**Energy profile of the hydrogen shift HBNH → H2NB**

The table holds the energy over the start, the path length and the band force for the seven images of a nudged elastic band, computed with Ansatz 0.2.0 at the restricted PBE-D4/def2-SVP level. The program fits two crossing parabolas of equal curvature, and a smooth quartic, to rows 2, 3, 4 and 6, and compares both with the saddle at row 5. The parabolas follow the fitted rows to 0.027 eV against 0.198 eV for the quartic, but their crossing lies 14 % above the computed barrier and at 0.605 of the path instead of 0.653. Geometries from the same runs show the swing of the hydrogen three quarters complete at the top, while the B-H and B-N lengths and the angle at nitrogen are still nearer the start. The imaginary mode is mainly hydrogen motion along B-N, with a curvature of the same order as that read from the band.

Climbing-image nudged elastic band for a hydrogen shift in neutral, singlet BH2N, computed with Ansatz 0.2.0 at the spin-restricted PBE-D4/def2-SVP level. Five images lie between the relaxed ends, and the limit on the largest force component is 0.05 eV/Å. Energies are electronic, without zero-point terms.

## Analysis program

```python
# Table: nudged elastic band HBNH -> H2NB, energy over the start, path length, band force
# (Ansatz 0.2.0, restricted PBE-D4/def2-SVP). Tested: two crossing parabolas of equal curvature,
# a smooth quartic, and how late the top is by path length and by geometry.
T = {
    'row': [1, 2, 3, 4, 5, 6, 7],
    'image_energy': [0.0, 0.239, 1.013, 2.148, 2.918, 2.184, 1.904],  # eV
    'image_path_length': [0.0, 0.407, 0.814, 1.221, 1.628, 2.06, 2.492],  # angstrom
    'image_band_force': [None, 0.004, 0.002, 0.009, 0.015, 0.003, None],  # eV/angstrom
}
import numpy as np
from scipy import constants as C
E = np.array(T['image_energy'], float); s = np.array(T['image_path_length'], float)
F = [f for f in T['image_band_force'] if f is not None]
L, dE, t = s[-1], E[-1], int(np.argmax(E))
Ef, Eb, x = E[t], E[t] - dE, s / L
print(f"top row {t+1}: forward {Ef:.3f}, backward {Eb:.3f}, reaction {dE:.3f} eV, s/L {x[t]:.3f}")
print(f"rounding 0.0005 eV and 0.0005 A; largest band force {max(F):.3f} eV/A")
print("segment slopes eV/A:", " ".join(f"{v:.2f}" for v in np.diff(E) / np.diff(s)))
p = np.polyfit(np.log(s[1:4]), np.log(E[1:4]), 1)[0]
print(f"exponent of E against s, rows 2-4: {p:.2f}")
print("E/s^2 rows 2-5, eV/A^2:", " ".join(f"{v:.3f}" for v in E[1:5] / s[1:5]**2))
print(f"(E-dE)/(L-s)^2 rows 6, 5: {(E[5]-dE)/(L-s[5])**2:.3f} {Eb/(L-s[t])**2:.3f} eV/A^2")
fit = [1, 2, 3, 5]  # row 5 left out: the two bonding patterns mix there
u = np.array([s[1], s[2], s[3], L - s[5]])**2; y = np.array([E[1], E[2], E[3], E[5] - dE])
a = u @ y / (u @ u); lam = a * L**2
par = np.minimum(a * s**2, dE + a * (L - s)**2)
q0 = lambda z: dE * (3*z**2 - 2*z**3)
q1 = lambda z: 16 * z**2 * (1 - z)**2
B = q1(x[fit]) @ (E[fit] - q0(x[fit])) / (q1(x[fit]) @ q1(x[fit]))
qu = q0(x) + B * q1(x)
print(f"fits to rows 2,3,4,6: a {a:.3f} eV/A^2 (2a {2*a:.2f}), aL^2 {lam:.2f} eV; quartic B {B:.3f} eV")
print("row, E, parabolas, model-E, quartic, model-E (eV)")
for i in range(1, 6):
    print(f"{i+1} {E[i]:.3f} {par[i]:.3f} {par[i]-E[i]:+.3f} {qu[i]:.3f} {qu[i]-E[i]:+.3f}")
rms = lambda m: np.sqrt(np.mean((m[fit] - E[fit])**2))
print(f"rms on fitted rows: parabolas {rms(par):.3f}, quartic {rms(qu):.3f} eV")
print(f"start parabola at row 5: {a*s[t]**2:.3f} eV, {a*s[t]**2-Ef:+.3f} over the table")
xc, Ec = 0.5 * (1 + dE / lam), (lam + dE)**2 / (4 * lam)
print(f"crossing: s/L {xc:.3f}, s {xc*L:.2f} A, {Ec:.2f} eV, {Ec-Ef:+.2f} eV ({100*(Ec/Ef-1):+.0f} %) over the top")
z = np.linspace(0, 1, 2001); k = np.argmax(q0(z) + B * q1(z))
print(f"quartic top: s/L {z[k]:.3f}, {q0(z[k])+B*q1(z[k]):.2f} eV")
print(f"s/L from the two barriers alone: {Ef**0.5/(Ef**0.5+Eb**0.5):.3f}")
# geometries (B, N, H3, H4; A) and the imaginary mode, typed from outputs of the same runs
G = np.array([[[-.40, -.42, .01], [.46, .49, -.01], [-1.23, -1.27, .03], [1.17, 1.20, -.04]],
              [[-.98, -.03, .48], [.20, .31, .04], [-.33, -.93, -.26], [1.11, .66, -.26]],
              [[-1.00, .54, .66], [.05, -.03, -.04], [.02, -.99, -.40], [.93, .47, -.22]]])
d = lambda i, j: np.linalg.norm(G[:, i] - G[:, j], axis=1)
def ang(i, j, k):
    return np.degrees(np.arccos(np.clip(((G[:, i]-G[:, j]) * (G[:, k]-G[:, j])).sum(1) / d(i, j) / d(k, j), -1, 1)))
print("start, top, end, share done at top (lengths good to about 0.01 A)")
for n, v in [("B-H3 A", d(0, 2)), ("N-H3 A", d(1, 2)), ("B-N A", d(0, 1)), ("N-H4 A", d(1, 3))]:
    print(f"{n}: {v[0]:.2f} {v[1]:.2f} {v[2]:.2f}" + (f" {100*(v[1]-v[0])/(v[2]-v[0]):.0f} %" if n != "N-H4 A" else ""))
for n, v in [("H3-B-N deg", ang(2, 0, 1)), ("B-N-H4 deg", ang(0, 1, 3))]:
    print(f"{n}: {v[0]:.0f} {v[1]:.0f} {v[2]:.0f} {100*(v[1]-v[0])/(v[2]-v[0]):.0f} %")
for b in (0.26, 0.37):  # rough recalled bond-order lengths
    nb, nn = np.exp(-(d(0, 2)[1]-d(0, 2)[0]) / b), np.exp(-(d(1, 2)[1]-d(1, 2)[2]) / b)
    print(f"bond orders at top, b {b} A (rough): B-H3 {nb:.2f}, N-H3 {nn:.2f}, N share {nn/(nb+nn):.2f}")
for n, i, ds in [("start to top", 0, s[t]), ("top to end", 1, L - s[t])]:
    w = ((G[i+1] - G[i])**2).sum(1)
    print(f"{n}: chord {w.sum()**0.5:.2f}, path {ds:.2f} A; squared shares B N H3 H4 %:", *[f"{100*v/w.sum():.0f}" for v in w])
ev = np.array([[.21373, -.10717, -.15884], [.020497, .20958, .086835], [-.77341, -.48483, .16971], [-.002929, .054551, .026765]])
m = np.array([10.81, 14.007, 1.008, 1.008]); wn = 1359.73
bn = (G[1, 1] - G[1, 0]) / d(0, 1)[1]
print(f"imaginary mode: H3 weight {100*(ev[2]**2).sum():.0f} %, {np.degrees(np.arccos(abs(ev[2]@bn)/np.linalg.norm(ev[2]))):.0f} deg off B-N")
c = ev / np.sqrt(m)[:, None]; w2 = (2*np.pi*C.c*100*wn)**2 * C.atomic_mass / C.e * 1e-20
sl = np.diff(E) / np.diff(s); k3 = 2 * (sl[t] - sl[t-1]) / (s[t+1] - s[t-1])
print(f"curvature at top eV/A^2: three points {k3:.1f}, ratio to 2a {abs(k3)/(2*a):.1f}")
print(f"from the mode {-w2/(c**2).sum():.1f}, with centroid held fixed {-w2/((c-c.mean(0))**2).sum():.1f}")
kT = C.k * 1300 / C.e
print(f"kT at 1300 K {kT:.3f} eV: forward {Ef/kT:.0f} kT, reaction {dE/kT:.0f} kT, backward {Eb/kT:.0f} kT")
assert 1.8 < p < 2.2
assert dE > 0 and x[t] > 0.5 and t == 4
assert Ec > Ef and rms(par) < rms(qu)
assert d(0, 2)[1] < d(1, 2)[1]
```

Printed output:

```
top row 5: forward 2.918, backward 1.014, reaction 1.904 eV, s/L 0.653
rounding 0.0005 eV and 0.0005 A; largest band force 0.015 eV/A
segment slopes eV/A: 0.59 1.90 2.79 1.89 -1.70 -0.65
exponent of E against s, rows 2-4: 2.01
E/s^2 rows 2-5, eV/A^2: 1.443 1.529 1.441 1.101
(E-dE)/(L-s)^2 rows 6, 5: 1.500 1.358 eV/A^2
fits to rows 2,3,4,6: a 1.456 eV/A^2 (2a 2.91), aL^2 9.04 eV; quartic B 1.009 eV
row, E, parabolas, model-E, quartic, model-E (eV)
2 0.239 0.241 +0.002 0.437 +0.198
3 1.013 0.965 -0.048 1.258 +0.245
4 2.148 2.170 +0.022 1.932 -0.216
5 2.918 2.991 +0.073 2.205 -0.713
6 2.184 2.176 -0.008 2.084 -0.100
rms on fitted rows: parabolas 0.027, quartic 0.198 eV
start parabola at row 5: 3.858 eV, +0.940 over the table
crossing: s/L 0.605, s 1.51 A, 3.31 eV, +0.39 eV (+14 %) over the top
quartic top: s/L 0.677, 2.21 eV
s/L from the two barriers alone: 0.629
start, top, end, share done at top (lengths good to about 0.01 A)
B-H3 A: 1.19 1.33 2.12 16 %
N-H3 A: 2.44 1.38 1.03 75 %
B-N A: 1.25 1.30 1.38 39 %
N-H4 A: 1.00 1.02 1.03
H3-B-N deg: 179 63 24 75 %
B-N-H4 deg: 178 175 123 6 %
bond orders at top, b 0.26 A (rough): B-H3 0.57, N-H3 0.25, N share 0.31
bond orders at top, b 0.37 A (rough): B-H3 0.67, N-H3 0.38, N share 0.36
start to top: chord 1.47, path 1.63 A; squared shares B N H3 H4 %: 33 5 47 16
top to end: chord 0.85, path 0.86 A; squared shares B N H3 H4 %: 50 20 20 10
imaginary mode: H3 weight 86 %, 18 deg off B-N
curvature at top eV/A^2: three points -8.6, ratio to 2a 2.9
from the mode -7.8, with centroid held fixed -9.7
kT at 1300 K 0.112 eV: forward 26 kT, reaction 17 kT, backward 9 kT
```
